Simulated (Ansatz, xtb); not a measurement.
# Relative energy of two isomers of C4H9B

Structure X: `C=CCBC`, a singlet. Structure Y: `CB/C=C/C`, a singlet. Both are isolated molecules in the gas phase, relaxed with B3LYP/def2-SVP; the shapes shown needn't be the lowest conformers.

X (Å):

```xyz
14

C     2.6367   -2.8657   -0.7815
C     1.7700   -2.2555    0.0332
C     0.4263   -1.7158   -0.3630
C    -0.8663    0.6711   -0.8569
B     0.1395   -0.2043   -0.0375
H     2.4068   -3.0419   -1.8381
H     3.6102   -3.2116   -0.4233
H     2.0541   -2.0996    1.0823
H     0.1649   -1.9881   -1.4002
H    -0.3612   -2.1970    0.2691
H     0.7093    0.2971    0.9100
H    -1.5307    0.1164   -1.5383
H    -0.2346    1.3320   -1.4875
H    -1.4608    1.3560   -0.2301
```

Y (Å):

```json
{"atom": "C", "x (Å)": "-1.2139", "y (Å)": "2.3577", "z (Å)": "-1.8435"}
{"atom": "C", "x (Å)": "0.5791", "y (Å)": "0.5598", "z (Å)": "-0.7715"}
{"atom": "C", "x (Å)": "1.0575", "y (Å)": "-0.7018", "z (Å)": "-0.6709"}
{"atom": "C", "x (Å)": "2.2006", "y (Å)": "-1.1587", "z (Å)": "0.1780"}
{"atom": "B", "x (Å)": "-0.6135", "y (Å)": "0.9157", "z (Å)": "-1.6846"}
{"atom": "H", "x (Å)": "-2.2905", "y (Å)": "2.3438", "z (Å)": "-1.5875"}
{"atom": "H", "x (Å)": "-0.7238", "y (Å)": "3.1433", "z (Å)": "-1.2468"}
{"atom": "H", "x (Å)": "-1.1861", "y (Å)": "2.6581", "z (Å)": "-2.9082"}
{"atom": "H", "x (Å)": "-1.1166", "y (Å)": "0.0101", "z (Å)": "-2.3211"}
{"atom": "H", "x (Å)": "1.0786", "y (Å)": "1.3336", "z (Å)": "-0.1691"}
{"atom": "H", "x (Å)": "0.5670", "y (Å)": "-1.4835", "z (Å)": "-1.2678"}
{"atom": "H", "x (Å)": "2.9852", "y (Å)": "-1.6270", "z (Å)": "-0.4431"}
{"atom": "H", "x (Å)": "2.6515", "y (Å)": "-0.3331", "z (Å)": "0.7488"}
{"atom": "H", "x (Å)": "1.8714", "y (Å)": "-1.9386", "z (Å)": "0.8880"}
```

Quicker runs give these differences E(Y) − E(X): GFN2-xTB −4.9 kcal/mol; HF/STO-3G −8.4 kcal/mol (at GFN2-xTB geometries); r2SCAN-D4/def2-SVP −8.1 kcal/mol (at GFN2-xTB geometries).

Problem. Estimate E(Y) − E(X) at the level CCSD(T)/def2-SVP + ΔMP2/def2-TZVPP.

Solution. Calculated at CCSD(T)/def2-SVP + ΔMP2/def2-TZVPP: E(Y) − E(X) = −6.9 kcal/mol, so structure Y lies lower.

Level by level:

```tsv
level	geometry	E(Y) − E(X) (kcal/mol)	departure from the last row (kcal/mol)	job, with rough time for the two
GFN2-xTB	GFN2-xTB	−4.9	+1.9	optimisation, 0.32 s
HF/STO-3G	GFN2-xTB	−8.4	−1.5	single point, 0.28 s
r2SCAN-D4/def2-SVP	GFN2-xTB	−8.1	−1.2	single point, 3.7 s
B3LYP/def2-SVP	B3LYP/def2-SVP	−8.2	−1.3	optimisation, 61 s
HF/def2-SVP	B3LYP/def2-SVP	−7.8	−0.9	part of the CCSD(T) run
MP2/def2-SVP	B3LYP/def2-SVP	−7.8	−0.9	part of the CCSD(T) run
CCSD(T)/def2-SVP	B3LYP/def2-SVP	−7.3	−0.4	single point
CCSD(T)/def2-SVP + ΔMP2/def2-TZVPP	B3LYP/def2-SVP	−6.9		single point, 40 s
```

As drawn, both hold the same kinds of bond in the same numbers. Structure X has 1 methyl group, Y 2.

The levels shown agree on the order. The largest departure from CCSD(T)/def2-SVP + ΔMP2/def2-TZVPP is that of GFN2-xTB, 1.9 kcal/mol. The last row adds to CCSD(T) the change of the MP2 difference between the two basis sets, here +0.4 kcal/mol.

With thermal terms from frequencies at re-optimised GFN2-xTB minima (ideal gas, soft modes damped towards free rotors, one conformer each, 298.15 K, 1 atm): on the last row, ΔE + ΔZPE = −6.5, ΔH = −6.4, ΔG = −6.5 kcal/mol.

The correlated steps freeze 5 core orbitals. Run with Ansatz 0.2.0, xtb 6.7.1; the last row on 2 threads of Arm Neoverse V1 on a shared host.

The 1-propenylborane Y lies below the allylborane X by 6.9 kcal/mol, and the preference probably has two sources. In Y the C=C bond is attached directly to boron, and the nearly planar C=C–B–C skeleton lets the π electrons delocalise into boron's empty p orbital. The coordinates fit this picture, with a slightly longer C=C bond than in X and a B–C(vinyl) bond shorter than B–CH3, though the sp2 carbon also contributes to the latter. In X the methylene group interrupts that conjugation, leaving mainly hyperconjugation to relieve the electron deficiency at boron. Y also has an internal trans double bond, which is normally more stable than a terminal one.

Hartree–Fock already recovers the preference, so it doesn't depend on electron correlation, and the thermal terms hardly alter it, as expected for isomers with the same kinds of bond. The energy difference alone can't say how much comes from conjugation with boron and how much from alkene substitution.
